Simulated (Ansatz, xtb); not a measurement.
Loss of HF: C2H2F2 → C2HF + HF

Species: C2H2F2 (vinylidene fluoride) `C=C(F)F`, singlet; C2HF (fluoroacetylene) `C#CF`, singlet; HF (hydrogen fluoride), singlet. 

Shapes, held fixed at every level: PBE0-D4/def2-TZVP. Programs: Ansatz 0.2.0, xtb 6.7.1. The zero-point and thermal change to 298 K, harmonic and unscaled (PBE0-D4/def2-TZVP), is -10.5 kJ/mol.

```tsv
level	kind	ΔH(298 K) (kJ/mol)	less CCSD(T)/CBS estimate
GFN2-xTB	semi-empirical	+202.7	+20.9
HF/def2-SVP	Hartree–Fock	+210.8	+29.0
HF/def2-TZVPP	Hartree–Fock	+192.5	+10.7
SPW92/def2-TZVPP	LDA	+245.0	+63.2
PBE-D4/def2-TZVPP	GGA	+209.1	+27.3
MP2/def2-SVP	perturbation theory	+195.3	+13.5
MP2/def2-TZVPP	perturbation theory	+176.0	-5.8
CCSD/def2-SVP	coupled cluster or CI	+204.8	+23.0
CCSD(T)/CBS estimate	coupled cluster or CI	+181.8	0.0
```

The highest level, CCSD(T)/CBS estimate, gives ΔH(298 K) = +181.8 kJ/mol; the levels span +176.0 to +245.0. The column of differences is taken from that level and isn't an error. No measured value is set beside it here. The CBS estimate extrapolates MP2 from def2-TZVPP and def2-QZVPP and adds CCSD(T) − MP2 in the triple-zeta set, cores frozen.

Elimination of HF from vinylidene fluoride is strongly endothermic at every level. The strong H–F bond and the second π bond of the alkyne don't repay the loss of a C–H bond and a C–F bond, the latter strengthened by its geminal partner. Fluorine on an sp carbon, itself more electronegative than an sp² carbon, probably adds to the cost.

Going from def2-SVP to def2-TZVPP lowers Hartree–Fock and MP2 by similar amounts, so the small-basis error lies mostly in the mean-field description, probably of the fluorine-containing products. The CCSD/def2-SVP value of +204.8 kJ/mol therefore says little against coupled cluster itself. Within either basis, correlation favours the products, as expected when a compact triple bond forms. SPW92 lies highest because the local density approximation overbinds the intact molecule relative to its fragments, and PBE-D4 removes much of this excess.

The endothermicity doesn't rule out elimination at high temperature, where the entropy gained by forming two molecules favours it, but the rate depends on a barrier not computed here.
